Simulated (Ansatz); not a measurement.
HfN: energy above lowest point against volume scale

Results calculated with Ansatz 0.2.0, not measured. Free energy against uniform scaling of the volume at fixed shape and fractions; periodic cell, basis, potentials, k mesh and filling as listed.

The cell before it is scaled or strained (space group Fm-3m, No. 225):
```
CELL_PARAMETERS angstrom
0.00000 2.25600 2.25600
2.25600 0.00000 2.25600
2.25600 2.25600 0.00000
ATOMIC_POSITIONS crystal
Hf 0.00000 0.00000 0.00000
N 0.50000 0.50000 0.50000
```

Settings of every row: functional PBE; dispersion none; potentials all-electron LAPW; k mesh 11x11x11; k shift 0x0x0; occupations fermi dirac; smearing width 0.1 eV; spin none; SCF threshold exponent -9.

Limits: coarse k mesh, up to 40 meV an atom off; odd electron count without spin; no spin-orbit coupling, which can matter with elements this heavy.

| row | volume scale | V (Å³/atom) | energy above lowest point (meV/atom) |
| --- | --- | --- | --- |
| 1 | 0.92 | 10.563 | 119.6 |
| 2 | 0.96 | 11.023 | ? |
| 3 | 1 | 11.482 | 3.8 |
| 4 | 1.04 | 11.941 | 0 |
| 5 | 1.08 | 12.401 | 23.5 |

Question: what energy above lowest point should row 2 give?

Worked fit of energy above lowest point. Take u = (V_r/V)^(2/3) − 1 with V_r = 11.712 Å³ an atom, which is twice the finite (Eulerian) strain; such expansions in the strain, on which the Birch-Murnaghan equation of state is built, carry the rest volume and the bulk modulus. The shown rows have u = 0.07126, 0.01331, -0.01283, -0.03739. Least squares give energy above lowest point = −1.9 + 140.6 × u + 21952 × u² meV/atom; a straight line predicts inner rows, each left out in turn, worse (root mean square 39 against 0.18 meV/atom). The rows lie off it by 0.0, -0.1, 0.1, 0.0. Its lowest point lies at u = -0.0032, or V = 11.77 Å³ an atom, and the curvature there gives the bulk modulus at fixed shape and fractions, B = (4/9)(1 + u)² E″(u)/V = 264 GPa. The withheld row has u = 0.04125, so the fit gives −1.9 + 140.6 × (0.04125) + 21952 × (0.04125)² = 41.3 meV/atom.

The calculation gave 41 meV/atom. The fit lies 0.3 meV/atom (0.25 % of the column's range) above it; its largest miss of a shown row is 0.1 meV/atom.
